\section*{Herring--Vogt coupling: X valleys of AlAs compared with GaP, Si and Ge}

For a nondegenerate conduction valley with unit axis $\mathbf a$ ($\langle100\rangle$ for X and $\Delta$, $\langle111\rangle$ for L), axial symmetry allows two first-order strain constants (Herring and Vogt, 1956):
\begin{equation}
\delta E=\Xi_d\,\mathrm{Tr}\,\varepsilon+\Xi_u\,\mathbf a\cdot\varepsilon\cdot\mathbf a .
\end{equation}

\paragraph{Phonon vertex.} A wave $u\,\mathbf e\,e^{i\mathbf q\cdot\mathbf r}$ has strain amplitude $\varepsilon_{ij}=iu(q_ie_j+q_je_i)/2$, so the amplitude of $\delta E$ is $iqu\,\Xi$ with $\Xi=\Xi_d\,\hat{\mathbf q}\cdot\mathbf e+\Xi_u(\mathbf a\cdot\hat{\mathbf q})(\mathbf a\cdot\mathbf e)$. In an isotropic medium, with $\theta$ the angle between $\mathbf q$ and $\mathbf a$ and TA$_1$ polarised in their plane ($\mathbf a\cdot\mathbf e=\sin\theta$),
\begin{equation}
\Xi_{LA}=\Xi_d+\Xi_u\cos^2\theta,\qquad \Xi_{TA_1}=\Xi_u\sin\theta\cos\theta,\qquad \Xi_{TA_2}=0 .
\end{equation}
Uniform averages over directions are $\langle\Xi_{LA}^2\rangle=(\Xi_d+\Xi_u/3)^2+\frac{4}{45}\Xi_u^2$ and $\langle\Xi_{TA_1}^2\rangle=\frac{2}{15}\Xi_u^2$. For $k_BT\gg\hbar\omega$, emission and absorption each have $|M|^2=\Xi^2k_BT/(2Vc)$, with $V$ the volume and $c=\rho v^2$ the mode's modulus. We tabulate the TA strength, which is free of the poorly known $\Xi_d$:
\begin{equation}
W=\frac{2\,\Xi_u^2}{15\,c_T},\qquad c_T=\frac{C_{11}-C_{12}+3C_{44}}{5}\quad(\text{Voigt average}).
\end{equation}

\paragraph{Uniaxial stress.} Take $X>0$ for tension and Voigt compliances, $S_{44}=1/C_{44}$. The trace shifts all valleys alike. Stress along $[100]$ gives $\varepsilon_{xx}-\varepsilon_{yy}=(S_{11}-S_{12})X=X/(C_{11}-C_{12})$. Stress along $[111]$ gives $\varepsilon_{xy}=\varepsilon_{yz}=\varepsilon_{zx}=S_{44}X/6$, which shifts the $[111]$ valley by $\Xi_uS_{44}X/3$ and the other three by $-\Xi_uS_{44}X/9$. Hence
\begin{equation}
\Delta E_{X,\Delta}=\Xi_u(S_{11}-S_{12})X,\qquad \Delta E_L=\tfrac49\,\Xi_uS_{44}X .
\end{equation}
Both read $\Delta E=g\,\Xi_uX/(2\mu)$, where $g$ is the difference of $\cos^2$ of the angles between stress and valley axes: $g=1$, $\mu=(C_{11}-C_{12})/2$ for X and $\Delta$, and $g=1-\frac19=\frac89$, $\mu=C_{44}$ for L. With $\Xi_u>0$, compression lowers the valley along the stress.

\paragraph{Inputs.} For AlAs, $(C_{11},C_{12},C_{44})=(119.9,\,57.5,\,56.6)$ GPa are compiled measured values (Krieger 1995). Typical values are assumed for GaP $(141,62,70)$, Si $(166,64,80)$ and Ge $(129,48,67)$ GPa, and for every $\Xi_u$. The last two columns are model numbers (1 kbar $=0.1$ GPa).

\begin{center}
\begin{tabular}{llccccc}
\hline
 & valley, stress & $\Xi_u$ & $\mu$ & $c_T$ & $\Delta E/X$ & $W$\\
 & & eV & GPa & GPa & meV/kbar & eV$^2$/GPa\\
\hline
AlAs & X, [100] & 5.8 & 31.2 & 46.4 & 9.3 & 0.097\\
GaP & X, [100] & 6.5 & 39.5 & 57.8 & 8.2 & 0.097\\
Si & $\Delta$, [100] & 9.0 & 51.0 & 68.4 & 8.8 & 0.16\\
Ge & L, [111] & 16 & 67 & 56.4 & 11 & 0.61\\
\hline
\end{tabular}
\end{center}

\paragraph{Trend.} The splitting is linear in $\Xi_u/\mu$, and here the two vary together. AlAs has 0.64 of the $\Xi_u$ of Si but only 0.61 of its $\mu$. Ge has 2.8 times the $\Xi_u$ of AlAs, but L valleys respond to $C_{44}$, 2.1 times the AlAs $\mu$, and carry $g=8/9$. The splittings therefore cluster, and with $\Xi_u$ uncertain by roughly ten per cent the order of AlAs, GaP and Si is unresolved. $W$ is quadratic in $\Xi_u$ and $c_T$ varies little, so Ge exceeds AlAs by a factor 6.3.

\paragraph{Limits for AlAs.} The splittings use full cubic elasticity; $W$ does not. AlAs has $C_{44}/\mu=1.8$. For $\mathbf q\parallel[110]$ and the $[100]$ valley, the coupled mode ($\mathbf e\parallel[1\bar10]$, $|\Xi|=\Xi_u/2=2.9$ eV) has modulus $\mu$, so its $|M|^2$ is $c_T/\mu=1.5$ times the isotropic value. $W$ is also no scattering rate, since the anisotropic valley mass reweights the directions of $\mathbf q$.

Unlike Si and Ge, AlAs and GaP are piezoelectric. The $[001]$-polarised mode with $\mathbf q\parallel[110]$, silent above, acquires the unscreened vertex $e|e_{14}|/(\epsilon_0\epsilon_sq)$ in the normalisation of $|\Xi|$. With $\epsilon_s=10.06$ (compiled, Ioffe Institute) and an assumed $|e_{14}|\approx0.1$ C/m$^2$, uncertain by a factor of two, the model gives 1.1 eV at $q=1$ nm$^{-1}$ and exceeds $\Xi_u/2$ below about 0.4 nm$^{-1}$. That is the order of thermal electron wave vectors at room temperature, so in lightly doped AlAs piezoelectric TA coupling rivals the deformation potential.